\textbf{Student.} For the spin susceptibility of sodium I was going to run the spin-polarised response code, which solves the full $2\times2$ spin problem. Why do anything else?

\textbf{Lecturer.} Because half of that matrix answers a question you did not ask. Use Hartree atomic units, a collinear adiabatic kernel and $\delta n_\sigma=\sum_{\sigma'}\chi_{\sigma\sigma'}\,\delta v_{\sigma'}$, where products of operators mean spatial integration. The Kohn--Sham response is diagonal in spin, so
\begin{equation}
\delta n_\sigma=\chi^0_\sigma\Big[\delta v_\sigma+\sum_{\sigma'}\big(v_c+f_{\sigma\sigma'}\big)\delta n_{\sigma'}\Big].
\end{equation}
In an unpolarised ground state $\chi^0_\uparrow=\chi^0_\downarrow=\chi_0/2$, $f_{\uparrow\uparrow}=f_{\downarrow\downarrow}$ and $f_{\uparrow\downarrow}=f_{\downarrow\uparrow}$. Put $n=n_\uparrow+n_\downarrow$, $m=n_\uparrow-n_\downarrow$, $\delta v_\pm=(\delta v_\uparrow\pm\delta v_\downarrow)/2$, then add and subtract the two lines:
\begin{align}
\delta n&=\chi_0\big[\delta v_+ +(v_c+f_s)\,\delta n\big], & f_s&=\tfrac12(f_{\uparrow\uparrow}+f_{\uparrow\downarrow}),\\
\delta m&=\chi_0\big[\delta v_- +f_t\,\delta m\big], & f_t&=\tfrac12(f_{\uparrow\uparrow}-f_{\uparrow\downarrow}).\label{trip}
\end{align}
The Hartree term acts alike on both spins and cancels in the difference. A field $B$ gives $\delta v_-=\mu_BB$ for $g=2$, and the moment density is $-\mu_B\,\delta m$. In a uniform gas the static long-wavelength limit is $\chi_0=-N(0)$, with $N(0)$ the density of states of both spins, so the susceptibility is $\mu_B^2N(0)S$ with
\begin{equation}
S=\frac{1}{1+N(0)f_t}.\label{stoner}
\end{equation}

\textbf{Student.} Give me numbers before you talk about cost.

\textbf{Lecturer.} A typical room-temperature lattice constant of bcc sodium is $a_L=4.29$~\AA. With two valence electrons per cube and free-electron bands, $r_s=3.992$, $k_F=(9\pi/4)^{1/3}/r_s=0.4808$ bohr$^{-1}$, and $N(0)=k_F/\pi^2$ is $0.477$ states per eV and atom. In the local spin-density approximation the energy density is $n\,\varepsilon_{xc}(n,\zeta)$ with $\zeta=m/n$, so $f_t=\varepsilon_{xc}''(\zeta=0)/n$. Exchange scales as $[(1+\zeta)^{4/3}+(1-\zeta)^{4/3}]/2$, whose curvature is $4/9$; with $\varepsilon_x=-3k_F/4\pi$ and $n=k_F^3/3\pi^2$ this gives $N(0)f_t^x=-1/(\pi k_F)=-0.662$. Correlation adds $3\alpha_c/k_F^2$, where $\alpha_c=\varepsilon_c''(0)$. I use the form of Perdew and Wang (1992),
\begin{equation}
\alpha_c=2A_c(1+\alpha_1r_s)\ln\!\Big[1+\frac{1}{2A_c(\beta_1r_s^{1/2}+\beta_2r_s+\beta_3r_s^{3/2}+\beta_4r_s^2)}\Big],
\end{equation}
with the assumed fit values $A_c=0.016887$, $\alpha_1=0.11125$, $\beta_{1\ldots4}=10.357$, $3.6231$, $0.88026$, $0.49671$. Then $\alpha_c=0.02265$ Ha, the correlation term is $+0.294$, $N(0)f_t=-0.368$, the Stoner parameter is $0.77$ eV per atom, and $S=1.58$ for this gas. Exchange alone would give $2.96$.

\textbf{Student.} That took one division. Where is the trade?

\textbf{Lecturer.} In the crystal, where \eqref{trip} is a matrix equation in $N$ reciprocal-lattice vectors. Define $P=-\chi_0/N(0)$ and $K=-N(0)f_t$, with $P_{00}=1$. Then
\begin{equation}
S=\big[(P^{-1}-K)^{-1}\big]_{00}=\big\langle u\big|(1-X)^{-1}\big|u\big\rangle,\qquad X=P^{1/2}KP^{1/2},\quad u=P^{1/2}e_0 .
\end{equation}
$P$ arrives as a sum of $N_t$ rank-one terms, $P=\sum_tw_t\,\rho_t\rho_t^\dagger$ with $w_t>0$: interband pair densities and, in a metal, Fermi-surface terms. Count each multiplication and each addition as one operation, in real arithmetic and with dense matrices. The direct route accumulates $P$ at $2N^2$ per term, forms $1-PK$ at $2N^3$, and eliminates at $\sum_{j<N}2j^2\approx2N^3/3$:
\begin{equation}
W_{\rm dir}=2N_tN^2+\tfrac83N^3,\qquad\text{memory }3N^2 .
\end{equation}
Your code builds two blocks $\chi^0_\sigma$, forms four block products and eliminates a matrix of order $2N$, so $W=4N_tN^2+(8+\tfrac{16}{3})N^3$ and the memory is $(2+4+4)N^2=10N^2$. The build doubles and the solve grows fivefold, for the same answer.

\textbf{Student.} Then why not transition space, as for molecules? I was taught that a transition is safe while $\omega_{ia}+4(ia|f_t|ia)>0$.

\textbf{Lecturer.} Only one direction of that holds. For real orbitals one transition contributes $4\omega_{ia}\,\rho_{ia}\rho_{ia}^{T}/(\omega^2-\omega_{ia}^2)$ to $\chi_0$, the 4 being two spins times the resonant and antiresonant terms. Kept alone in \eqref{trip}, it has its pole at
\begin{equation}
\omega^2=\omega_{ia}\big[\omega_{ia}+4(ia|f_t|ia)\big],
\end{equation}
and the singlet has $v_c+f_s$ in place of $f_t$. With all transitions, the nonzero eigenvalues of the static $X$ are those of $-4\,\omega_{ia}^{-1/2}(ia|f_t|jb)\,\omega_{jb}^{-1/2}$. Stability means that the largest eigenvalue $\rho$ of $X$ is below 1, that is, that $\omega_{ia}\delta_{ia,jb}+4(ia|f_t|jb)$ is positive definite. A negative diagonal element proves triplet instability; positive diagonals prove nothing. For $\nu$ transitions of energy $\omega_0$ that share one matrix element $f<0$, the lowest eigenvalue is $\omega_0+4\nu f$. In a metal each element falls as the inverse volume, so only the collective test means anything. As for cost, with an illustrative $N_t=10^4$ that matrix holds $10^8$ numbers and its elimination alone takes $2N_t^3/3=6.7\times10^{11}$ operations. One static number does not justify that.

\textbf{Student.} So iterate.

\textbf{Lecturer.} In two ways, and neither builds $P$. Applying it in factored form costs $2N$ for $\rho_t^\dagger y$ and $2N$ to add $\rho_t$ back, so one step with $P$ and $K$ costs
\begin{equation}
W_{\rm step}=4N_tN+2N^2,\qquad\text{memory }N_tN+N^2,
\end{equation}
since the pair densities must be kept. For $N\ll N_t$ the direct route equals about $N/2$ steps. Let $X$ have eigenvalues $0\le x_i\le\rho<1$ and let $u$ have weights $|u_i|^2$. Plain iteration of \eqref{trip} sums the series; after $k$ steps
\begin{equation}
S-\sum_{j<k}\langle u|X^j|u\rangle=\sum_i|u_i|^2\frac{x_i^k}{1-x_i}\le\rho^kS .
\end{equation}
The alternative is variational. The functional $2\langle u|y\rangle-\langle y|1-X|y\rangle$ has its maximum $S$ at $y=(1-X)^{-1}u$. Conjugate gradients maximise it over the span of $u,Xu,\ldots,X^{k-1}u$ at the same cost per step. For $y$ in that span the residual $u-(1-X)y$ is $r(X)u$, with $r$ of degree $k$ and $r(1)=1$, and the shortfall is $\sum_i|u_i|^2r(x_i)^2/(1-x_i)$. The optimum is no worse than the Chebyshev polynomial on $[0,\rho]$, for which $|r|\le1/T_k(2/\rho-1)\le2q^k$. Hence
\begin{equation}
S-S_k\le4q^{2k}S,\qquad q=\frac{\sqrt\kappa-1}{\sqrt\kappa+1},\quad\kappa=\frac1{1-\rho}.\label{cg}
\end{equation}
Near an instability the series needs $k\propto1/(1-\rho)$ steps and conjugate gradients $k\propto(1-\rho)^{-1/2}$. The first step, $S_1=1/(1-\langle u|X|u\rangle)$, is the rigid-splitting Stoner formula of Vosko and Perdew (1975) and Janak (1977), and within this kernel it is a lower bound.

\textbf{Student.} Bounds are loose. I want a case with a known answer.

\textbf{Lecturer.} Take one line of reciprocal vectors $nG$, with $G=2\pi\sqrt2/a_L$ the shortest of bcc, so $G/2k_F=1.140$. The Lindhard function tends to $1/(3x^2)$ at large $x=nG/2k_F$; replace it by $1/(1+3x^2)$, which makes $P$ diagonal, $p_n=1/(1+cn^2)$ with $c=3.90$. At $n=1$ this gives $0.20$ where the Lindhard function has $0.32$, so the model understates the first shell. The exchange part of the local kernel goes as $n^{-2/3}$ and peaks where the valence density dips. Caricature the peak by sheets of spacing $d=2\pi/G$:
\begin{equation}
K(x)=a+b\,d\sum_j\delta(x-jd),\qquad K_{nn'}=a\,\delta_{nn'}+b .
\end{equation}
Keep the average $a+b=0.368$ and assume $b=0.10$, so $a=0.268$. With $A=1-a=0.732$, $D_n=A+cn^2$ and $T=\sum_nm_n$, the equation is $D_nm_n=\delta_{n0}+bT$. Divide by $D_n$ and sum: $T=1/A+b\sigma T$ with $\sigma=\sum_n1/D_n$. Therefore
\begin{equation}
S=m_0=\frac1A+\frac{b}{A^2(1-b\sigma)},\qquad\sigma_\infty=\frac{\pi}{\sqrt{Ac}}\coth\!\Big(\pi\sqrt{A/c}\Big).\label{exact}
\end{equation}
Here $\sigma_\infty=2.1210$ and the exact answer of the model is $S_\infty=1.6030$. Truncation to $|n|\le M$ only truncates $\sigma$. With $L=2M+1$ the missing tail is $2\int_{L/2}^\infty dn/(cn^2)=4/(cL)$ up to order $L^{-3}$, and expanding \eqref{exact} gives
\begin{equation}
S_M=S_\infty-\frac{\alpha}{L}+\frac{\beta}{L^2}+\ldots,\qquad\alpha=\frac{4b^2}{cA^2(1-b\sigma_\infty)^2},\quad\beta=\frac{16b^3}{c^2A^2(1-b\sigma_\infty)^3},\label{tail}
\end{equation}
with $\alpha=0.0308$ and $\beta=0.0040$. A general code does not know that only one line couples to the uniform field, and it carries $N=L^3$ vectors. So the error falls as $N^{-1/3}$ while $W_{\rm step}$ grows at least as $N$ and $W_{\rm dir}$ as $N^2$ to $N^3$. For $N_t=10^4$, with work in $10^6$ operations, memory in $10^6$ words and the shortfall in per cent of $S_\infty$:

\begin{center}
\begin{tabular}{rrccrrrr}
$M$ & $N$ & $S_M$ & shortfall & $W_{\rm dir}$ & $W_{\rm step}$ & mem.\ dir. & mem.\ iter.\\ \hline
0 & 1 & 1.5823 & 1.292 & 0.02 & 0.04 & $3\times10^{-6}$ & 0.01\\
1 & 27 & 1.5937 & 0.582 & 14.6 & 1.08 & 0.0022 & 0.27\\
2 & 125 & 1.5971 & 0.367 & 318 & 5.03 & 0.047 & 1.27\\
3 & 343 & 1.5987 & 0.267 & $2.46\times10^3$ & 14.0 & 0.35 & 3.55\\
4 & 729 & 1.5996 & 0.209 & $1.17\times10^4$ & 30.2 & 1.59 & 7.82\\
10 & 9261 & 1.6015 & 0.091 & $3.83\times10^6$ & 542 & 257 & 178\\
\end{tabular}
\end{center}

The row $M=0$ is \eqref{stoner}. In this model it is also the first conjugate-gradient step for any $M$, because $P$ is diagonal. Your spin-coupled solve at $M=4$ costs $2.27$ times the direct entry.

\textbf{Student.} And how many steps do the iterations need?

\textbf{Lecturer.} At $M=4$ the largest eigenvalue is $\rho=0.39$, so $q^2=0.015$. The second conjugate-gradient step has a closed form. Orthogonalising $Xu$ against $u$ leaves components $b\sqrt{p_n}$ for $n\ne0$, and with $s_j=\sum_{n\ne0}p_n^j$ the $2\times2$ problem gives
\begin{equation}
S_2=\Big[1-a-b-\frac{b^2s_1}{1-as_2/s_1-bs_1}\Big]^{-1}.
\end{equation}
The shortfalls below are relative to the direct result in the same basis, $M=4$.

\begin{center}
\begin{tabular}{lrc}
solver & steps $k$ & relative shortfall\\ \hline
series & 2 & $1.45\times10^{-1}$\\
series & 4 & $2.19\times10^{-2}$\\
series & 6 & $3.3\times10^{-3}$\\
series & 8 & $5.0\times10^{-4}$\\
series & 12 & $1.2\times10^{-5}$\\
series & 13 & $4.5\times10^{-6}$\\
conj.\ grad. & 1 & $1.09\times10^{-2}$\\
conj.\ grad. & 2 & $5\times10^{-6}$\\
\end{tabular}
\end{center}

The series follows $\rho^k$ closely, because nearly all the weight of $u$ lies on the top eigenvector. Conjugate gradients beat the bound \eqref{cg}, $9\times10^{-4}$ at $k=2$, since the first step already deals with that isolated eigenvalue and the rest lie near zero. Thirteen series steps, $393$ units, match two gradient steps, $60.4$ units. The series loses at every step count, at equal memory.

\textbf{Student.} Then the solver is not the bottleneck. The basis is, and $1/L$ is dreadful. Your relative coefficient $\alpha/S_\infty$ is $1.92$ per cent, so $0.01$ per cent needs $L\approx192$ and $N\approx7\times10^6$.

\textbf{Lecturer.} Correct, and so one spends the known law instead of the basis. Multiply \eqref{tail} by $L$ and take the difference of two sizes:
\begin{equation}
S_{\rm ext}=\frac{L'S_{M'}-LS_M}{L'-L}=S_\infty-\frac{\beta}{LL'}+\ldots
\end{equation}
The smaller basis is a sub-block, so the direct route pays only $8N^3/3$ extra for it, while the iteration runs twice; at $M=0$ one step is complete. In the same units:

\begin{center}
\begin{tabular}{ccrcr}
$(M,M')$ & shortfall, direct & work & shortfall, two steps & work\\ \hline
(0,1) & 0.227 & 14.6 & 0.227 & 2.20\\
(1,2) & 0.044 & 318 & 0.045 & 12.2\\
(2,3) & 0.016 & $2.47\times10^3$ & 0.017 & 38.0\\
(3,4) & 0.008 & $1.18\times10^4$ & 0.009 & 88.4\\
\end{tabular}
\end{center}

At (3,4) the term $\beta/LL'$ accounts for $0.004$ of the $0.008$ per cent, so the next order is still as large as the leading one. The extrapolation also multiplies the solver's shortfall, which is why the two columns part in the last digit.

\textbf{Student.} Now commit. What do I run?

\textbf{Lecturer.} By accuracy, among these choices: for 2 per cent, the scalar formula at $0.02$ units. For 1 per cent, $M=1$ with two steps at $2.16$ units, though $2.20$ buys the pair (0,1) and $0.227$ per cent. For $0.1$ per cent, the pair (1,2) with two steps at $12.2$ units; without extrapolation $M=9$ just misses, and $M=10$ with two steps costs $1084$ units, $89$ times more. For $0.01$ per cent, the pair (3,4) with two steps at $88.4$ units. By budget: inside $3$ units the best is (0,1); inside $20$ units it is (1,2) at $0.045$ per cent, where the direct route reaches only (0,1); inside $100$ units it is (3,4) at $0.009$ per cent, and with no extrapolation $M=4$ at $0.21$ per cent, since two steps at $M=5$ cost $114$. Memory reverses the order. Inside $2\times10^6$ words the stored pair densities stop at $M=2$, while the direct route reaches $M=4$; the best is then the direct pair (3,4) at $0.008$ per cent, for $133$ times the work of the iterative pair.

\textbf{Student.} I distrust the counts. You ignored Hermiticity and never paid for the pair densities.

\textbf{Lecturer.} Hermiticity could halve the direct build. The smallest ratio of direct to two-step work for $M\ge1$ is $6.8$, so no pick changes. The second objection is heavier. One Fourier transform per pair on an assumed $16^3$ grid, at the typical count $5N_r\log_2N_r$, costs $2.5\times10^3$ units once. It is the same for every choice with $1\le M\le4$, so the order stands, but it exceeds all the iterative entries there. Read the budgets as coming on top of it: the direct solve at $M=2$, $318$ units, is then a minor addition, and the savings matter from $M=3$ on. The iteration also serves one right-hand side only. At $M=4$ the direct work equals $193$ two-step solves, so for the whole matrix $\chi_{GG'}$ one factorises.

\textbf{Student.} And the extrapolation rests on your sheets.

\textbf{Lecturer.} Entirely. The $1/L$ law comes from Fourier components of $K$ that never decay against $p_n\sim n^{-2}$. If they fell as $1/n$, as for a step profile, the tail $\sum_np_nK_{0n}^2$ would fall as $L^{-3}$, and for a smooth kernel faster still; a $1/L$ extrapolation would then overshoot. Plain truncation is a lower bound when $P$ is diagonal, as here, because it then projects $P^{-1}-K$ itself and so restricts the functional $2y_0-\langle y|P^{-1}-K|y\rangle$, whose maximum is $S$. With off-diagonal $P$ the inverse of a sub-block is not the sub-block of the inverse, and truncation can overshoot: for two vectors, first order in $K$ gives $S=1+K_{00}+2P_{01}K_{01}+P_{01}^2K_{11}$, which lies below the one-vector value $1+K_{00}$ whenever $2P_{01}K_{01}+P_{01}^2K_{11}<0$. The extrapolated value is no bound in either case. Establish the power from three sizes before using it.

\textbf{Student.} Which accuracy is worth paying for?

\textbf{Lecturer.} Set it against the inputs. From \eqref{stoner} with the kernel above, $d\ln S/d\ln r_s=0.35$. The compiled room-temperature linear expansion of polycrystalline sodium is $71\times10^{-6}$ K$^{-1}$ (Wikipedia), so $10$ K changes $r_s$ by $7.1\times10^{-4}$ and $S$ by $0.025$ per cent; a target of $0.01$ per cent is the effect of $4$ K. A change of one per cent in $\alpha_c$ moves $S$ by $0.47$ per cent, and the whole local-field correction, $1.3$ per cent, hangs on the assumed $b$ and scales roughly as $b^2$. So the model's enhancement is $1.60$, against $1.58$ for the uniform gas, and a third decimal has no support. Solve the triplet channel alone, take two conjugate-gradient steps at $M=1$ and $M=2$, and put the remaining effort into $N(0)$ and the kernel, which enter at first order through $1+N(0)f_t$.